**HSE06 and PBE0 gaps and atomization energies of CH₃–M–Br and CH₃O–M–Br: predicting two withheld rows**

The table holds orbital gaps and atomization energies of eight molecules (M = Mg, Si, Ge, Cd, Sn) from Ansatz 0.2.0 at HSE06-D4 and PBE0-D4/def2-TZVPP on PBE0-D4/def2-TZVP geometries. The program compares the gap shift between the functionals with the parameter-free long-range exchange term ¼·2ω/√π (0.812 or 0.844 eV) and with a shift proportional to the gap, then predicts the withheld Mg and Si methoxy rows from the Sn pair and a Pauling ionic term. The six known shifts average 0.757 eV with an rms scatter of 0.007 eV, against 0.207 eV for the proportional rule. The shifts and gaps of both withheld rows fall within their bars, the Si gap to 0.01 eV and the Mg gap 0.48 eV below the prediction. The Pauling correction overshoots the Mg atomization energy by 19.7 kcal/mol, outside its bar, where a constant increment misses by only 4.3.

Isolated molecules C*Br and CO*Br (SMILES, * the marked atom), computed with Ansatz 0.2.0 in HSE06-D4 and PBE0-D4 with def2-TZVPP (def2 core potentials past Kr) at PBE0-D4/def2-TZVP geometries. Gaps are LUMO minus HOMO; atomization energies are electronic, free atoms minus molecule, with no zero-point or spin-orbit term. Electronegativities are Pauling's.

## Program and output

```python
# Table: orbital gaps (eV) and atomization energies (kcal/mol) of CH3-M-Br and CH3O-M-Br, Ansatz 0.2.0,
# HSE06-D4 and PBE0-D4 / def2-TZVPP. Tested: gap shift vs long-range exchange constant (1/4)(2w/sqrt(pi)),
# and prediction of withheld methoxy rows by transfer of the Sn O-insertion increments.
T = {
    'formula': ['CH3BrMg', 'CH3BrSi', 'CH3BrGe', 'CH3BrCd', 'CH3BrSn', 'CH3BrMgO', 'CH3BrOSi', 'CH3BrOSn'],
    'member': ['C*Br', 'C*Br', 'C*Br', 'C*Br', 'C*Br', 'CO*Br', 'CO*Br', 'CO*Br'],
    'element': ['Mg', 'Si', 'Ge', 'Cd', 'Sn', 'Mg', 'Si', 'Sn'],
    'Z': [12, 14, 32, 48, 50, 12, 14, 50],
    'en': [1.31, 1.9, 2.01, 1.69, 1.96, 1.31, 1.9, 1.96],
    'pg': ['C3v', 'Cs', 'Cs', 'C3v', 'Cs', 'C3v', 'Cs', 'Cs'],
    'valence': [16, 18, 18, 26, 18, 22, 24, 24],
    'a': [5.71, 3.28, 3.32, 6.2, 3.12, 5.23, 4.56, 4.41],  # eV
    'b': [6.46, 4.05, 4.08, 6.96, 3.87, 5.99, 5.32, 5.16],  # eV
    'shift': [0.75, 0.77, 0.76, 0.76, 0.75, 0.77, 0.77, 0.75],  # eV
    'ae_a': [438.9, 474.5, 462.0, 411.1, 451.3, 560.5, 604.9, 568.6],  # kcal/mol
    'ae_shift': [-0.31, -0.41, -0.24, -0.22, -0.22, -0.39, -0.6, -0.37],  # kcal/mol
}
HELD = [5, 6]  # rows withheld from the fit
import numpy as np
from scipy import constants as C
Ha = C.physical_constants['Hartree energy in eV'][0]
a0 = C.physical_constants['Bohr radius'][0] * 1e10
kc = C.e * C.N_A / (1000 * C.calorie)
n = len(T['formula'])
K = [i for i in range(n) if i not in HELD]
col = lambda k: np.array([T[k][i] for i in K], float)
idx = {(T['member'][i], T['element'][i]): i for i in range(n)}
a, s, ae, ds = col('a'), col('shift'), col('ae_a'), col('ae_shift')
print("rounding floor: gaps 0.005 eV, atomization 0.05, its shift 0.005 kcal/mol")
ceil = {}
for name, w in (("0.2/A", 0.2 * a0), ("0.11/bohr", 0.11)):
    ceil[name] = 0.25 * 2 * w / np.sqrt(np.pi) * Ha
    print(f"w={name}: ceiling {ceil[name]:.3f} eV; mean shift/ceiling {s.mean()/ceil[name]:.3f}; constant term {ceil[name]/2*kc:.1f} kcal/mol per electron")
m, sd = s.mean(), s.std(ddof=1)
k = (s @ a) / (a @ a)
print(f"known shift: mean {m:.3f}, sd {sd:.3f}, range {s.min():.2f}-{s.max():.2f} eV; gap max/min {a.max()/a.min():.2f}")
print(f"slope of shift vs HSE gap {np.polyfit(a, s, 1)[0]:+.4f} eV/eV; rival shift = {k:.3f}*gap")
print("row: shift, resid const, resid proportional (eV), shift/gap %, AE shift/AE %")
for j, i in enumerate(K):
    print(f" {T['formula'][i]:9s} {s[j]:.2f} {s[j]-m:+.3f} {s[j]-k*a[j]:+.2f} {100*s[j]/a[j]:.1f} {100*ds[j]/ae[j]:+.3f}")
print(f"rms const {np.sqrt(np.mean((s-m)**2)):.3f}, rms proportional {np.sqrt(np.mean((s-k*a)**2)):.3f} eV")
c = lambda e, key: T[key][idx[('C*Br', e)]]
print(f"C*Br HSE gap: Ge-Si {c('Ge','a')-c('Si','a'):+.2f}, Sn-Si {c('Sn','a')-c('Si','a'):+.2f}, Cd-Mg {c('Cd','a')-c('Mg','a'):+.2f} eV")
print(f"C*Br AE: Ge-Si {c('Ge','ae_a')-c('Si','ae_a'):+.1f}, Sn-Ge {c('Sn','ae_a')-c('Ge','ae_a'):+.1f}, Cd-Mg {c('Cd','ae_a')-c('Mg','ae_a'):+.1f} kcal/mol")
o = idx[('CO*Br', 'Sn')]
inc = {key: T[key][o] - c('Sn', key) for key in ('a', 'shift', 'ae_a', 'ae_shift')}
print(f"Sn O insertion: gap {inc['a']:+.2f}, shift {inc['shift']:+.2f} eV, AE {inc['ae_a']:+.1f}, AE shift {inc['ae_shift']:+.2f} kcal/mol")
xO, xC = 3.4, 2.6  # rough recalled Pauling values
ion = lambda x: kc * ((xO - x)**2 - (xC - x)**2)
assert s.max() < min(ceil.values())
assert s.max() - s.min() < 0.05 and a.max() / a.min() > 1.5
assert np.all(ds < 0) and np.all(ds > -1)
assert max(c(e, 'a') for e in ('Si', 'Ge', 'Sn')) < min(c('Mg', 'a'), c('Cd', 'a'))
bs = 2 * sd * np.sqrt(1 + 1 / len(K))
print("bars: shift 2 sd of known rows; all others judged in advance (one calibration pair)")
for i in HELD:
    e = T['element'][i]
    g14 = e in ('Si', 'Ge', 'Sn')
    pa, ba = c(e, 'a') + (inc['a'] if g14 else 0.0), (0.3 if g14 else 0.7)
    dion = ion(T['en'][i]) - ion(T['en'][o])
    P = [('shift', m, bs, 'eV'), ('a', pa, ba, 'eV'), ('b', pa + m, np.hypot(ba, bs), 'eV'),
         ('ae_a', c(e, 'ae_a') + inc['ae_a'] + dion, 15.0, 'kcal/mol'),
         ('ae_shift', c(e, 'ae_shift') + inc['ae_shift'], 0.2, 'kcal/mol')]
    print(f"{T['formula'][i]}: Pauling term relative to Sn {dion:+.1f} kcal/mol")
    for key, p, b, u in P:
        v = T[key][i]
        print(f"  {key:8s} pred {p:.2f} +- {b:.2f}, computed {v:.2f}, miss {v-p:+.2f} {u} ({(v-p)/b:+.1f} bars)")
    r1, r2, r3 = c(e, 'a') + (0.0 if g14 else inc['a']), c(e, 'ae_a') + inc['ae_a'], k * T['a'][i]
    print(f"  rival gap ({'no rise' if g14 else 'Sn rise'}) {r1:.2f}, miss {T['a'][i]-r1:+.2f}; rival prop. shift {r3:.2f}, miss {T['shift'][i]-r3:+.2f} eV")
    print(f"  rival constant AE increment {r2:.1f}, miss {T['ae_a'][i]-r2:+.1f} kcal/mol")
    d = T['ae_a'][i] - c(e, 'ae_a')
    print(f"  true insertion: gap {T['a'][i]-c(e,'a'):+.2f} eV, AE {d:+.1f} ({d-inc['ae_a']:+.1f} vs Sn), AE shift {T['ae_shift'][i]-c(e,'ae_shift'):+.2f} kcal/mol")
sa = np.array(T['shift'], float)
print(f"all rows: shift mean {sa.mean():.3f}, range {sa.min():.2f}-{sa.max():.2f} eV")
```

Printed output:

```
rounding floor: gaps 0.005 eV, atomization 0.05, its shift 0.005 kcal/mol
w=0.2/A: ceiling 0.812 eV; mean shift/ceiling 0.931; constant term 9.4 kcal/mol per electron
w=0.11/bohr: ceiling 0.844 eV; mean shift/ceiling 0.896; constant term 9.7 kcal/mol per electron
known shift: mean 0.757, sd 0.008, range 0.75-0.77 eV; gap max/min 1.99
slope of shift vs HSE gap -0.0014 eV/eV; rival shift = 0.161*gap
row: shift, resid const, resid proportional (eV), shift/gap %, AE shift/AE %
 CH3BrMg   0.75 -0.007 -0.17 13.1 -0.071
 CH3BrSi   0.77 +0.013 +0.24 23.5 -0.086
 CH3BrGe   0.76 +0.003 +0.22 22.9 -0.052
 CH3BrCd   0.76 +0.003 -0.24 12.3 -0.054
 CH3BrSn   0.75 -0.007 +0.25 24.0 -0.049
 CH3BrOSn  0.75 -0.007 +0.04 17.0 -0.065
rms const 0.007, rms proportional 0.207 eV
C*Br HSE gap: Ge-Si +0.04, Sn-Si -0.16, Cd-Mg +0.49 eV
C*Br AE: Ge-Si -12.5, Sn-Ge -10.7, Cd-Mg -27.8 kcal/mol
Sn O insertion: gap +1.29, shift +0.00 eV, AE +117.3, AE shift -0.15 kcal/mol
bars: shift 2 sd of known rows; all others judged in advance (one calibration pair)
CH3BrMgO: Pauling term relative to Sn +24.0 kcal/mol
  shift    pred 0.76 +- 0.02, computed 0.77, miss +0.01 eV (+0.8 bars)
  a        pred 5.71 +- 0.70, computed 5.23, miss -0.48 eV (-0.7 bars)
  b        pred 6.47 +- 0.70, computed 5.99, miss -0.48 eV (-0.7 bars)
  ae_a     pred 580.18 +- 15.00, computed 560.50, miss -19.68 kcal/mol (-1.3 bars)
  ae_shift pred -0.46 +- 0.20, computed -0.39, miss +0.07 kcal/mol (+0.3 bars)
  rival gap (Sn rise) 7.00, miss -1.77; rival prop. shift 0.84, miss -0.07 eV
  rival constant AE increment 556.2, miss +4.3 kcal/mol
  true insertion: gap -0.48 eV, AE +121.6 (+4.3 vs Sn), AE shift -0.08 kcal/mol
CH3BrOSi: Pauling term relative to Sn +2.2 kcal/mol
  shift    pred 0.76 +- 0.02, computed 0.77, miss +0.01 eV (+0.8 bars)
  a        pred 4.57 +- 0.30, computed 4.56, miss -0.01 eV (-0.0 bars)
  b        pred 5.33 +- 0.30, computed 5.32, miss -0.01 eV (-0.0 bars)
  ae_a     pred 594.01 +- 15.00, computed 604.90, miss +10.89 kcal/mol (+0.7 bars)
  ae_shift pred -0.56 +- 0.20, computed -0.60, miss -0.04 kcal/mol (-0.2 bars)
  rival gap (no rise) 3.28, miss +1.28; rival prop. shift 0.74, miss +0.03 eV
  rival constant AE increment 591.8, miss +13.1 kcal/mol
  true insertion: gap +1.28 eV, AE +130.4 (+13.1 vs Sn), AE shift -0.19 kcal/mol
all rows: shift mean 0.760, range 0.75-0.77 eV
```
